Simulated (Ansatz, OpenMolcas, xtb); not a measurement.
## Redistribution: CHBrClF + CHBrF2 → CH2ClF + CBr2F2

Species: CHBrClF (bromochlorofluoromethane) `FC(Cl)Br`, singlet; CHBrF2 (bromodifluoromethane) `FC(F)Br`, singlet; CH2ClF (chlorofluoromethane) `FCCl`, singlet; CBr2F2 (dibromodifluoromethane) `FC(F)(Br)Br`, singlet. The partners trade Br for H; both sit on C, so the bond types are kept.

Shapes, held fixed at every level: PBE0-D4/def2-TZVP. Programs: Ansatz 0.2.0, OpenMolcas 26.06, xtb 6.7.1. The zero-point and thermal change to 298 K, harmonic and unscaled (PBE0-D4/def2-TZVP), is -1.5 kJ/mol.

**The experiment to reproduce.** Tabulated heats of formation (Active Thermochemical Tables): CHBrClF -231.8; CHBrF2 -424.2; CH2ClF -263.7; CBr2F2 -384.5 kJ/mol, which give ΔH(298 K) = +7.8 kJ/mol.

| level | kind | ΔH (kJ/mol) | computed − measured |
| --- | --- | --- | --- |
| GFN0-xTB | semi-empirical | +6.3 | -1.6 |
| HF/def2-TZVPP | Hartree–Fock | +15.7 | +7.9 |
| PBE-D4/def2-TZVPP | GGA | +10.2 | +2.3 |
| r2SCAN-D4/def2-TZVPP | meta-GGA | +9.7 | +1.8 |
| B3LYP/6-31G* (spherical functions) | global hybrid | +8.5 | +0.7 |
| r2SCAN0-D4/def2-TZVPP | global hybrid | +10.7 | +2.9 |
| CCSD(T)/def2-SVP | coupled cluster or CI | +10.3 | +2.5 |
| CCSD/def2-TZVPP | coupled cluster or CI | +12.3 | +4.5 |
| CCSD(T)/def2-TZVPP | coupled cluster or CI | +11.6 | +3.7 |

Nearest: B3LYP/6-31G* (spherical functions) (+0.7); farthest: HF/def2-TZVPP (+7.9). 9 of 9 levels lie within 10 kJ/mol. Relativity is left out for Br. Outer-core shells of Br are correlated in most correlated rows, in sets that cover them unevenly.

The redistribution is mildly endothermic at every level, and all rows except GFN0-xTB overshoot the measured value. Because the bond types are conserved, the enthalpy reflects how substituents on the same carbon influence one another. The CF2 unit survives intact, so its geminal C–F stabilisation largely cancels. What changes is that both bromines gather on one carbon, where crowding and repulsion between their lone pairs probably supply much of the cost.

Hartree–Fock exaggerates this penalty. In the same basis, correlation lowers the enthalpy from +15.7 to +12.3 kJ/mol with CCSD and +11.6 with CCSD(T), as expected if it favours the product with two polarisable bromines in close contact. The triples matter little here. CCSD(T) moves away from experiment on going from the smaller to the larger basis, so the better agreement of def2-SVP suggests error cancellation, as probably does the close match of B3LYP/6-31G*. The sign is well supported, but a ranking of the methods by intrinsic accuracy is not, particularly without uncertainties for the tabulated heats of formation.
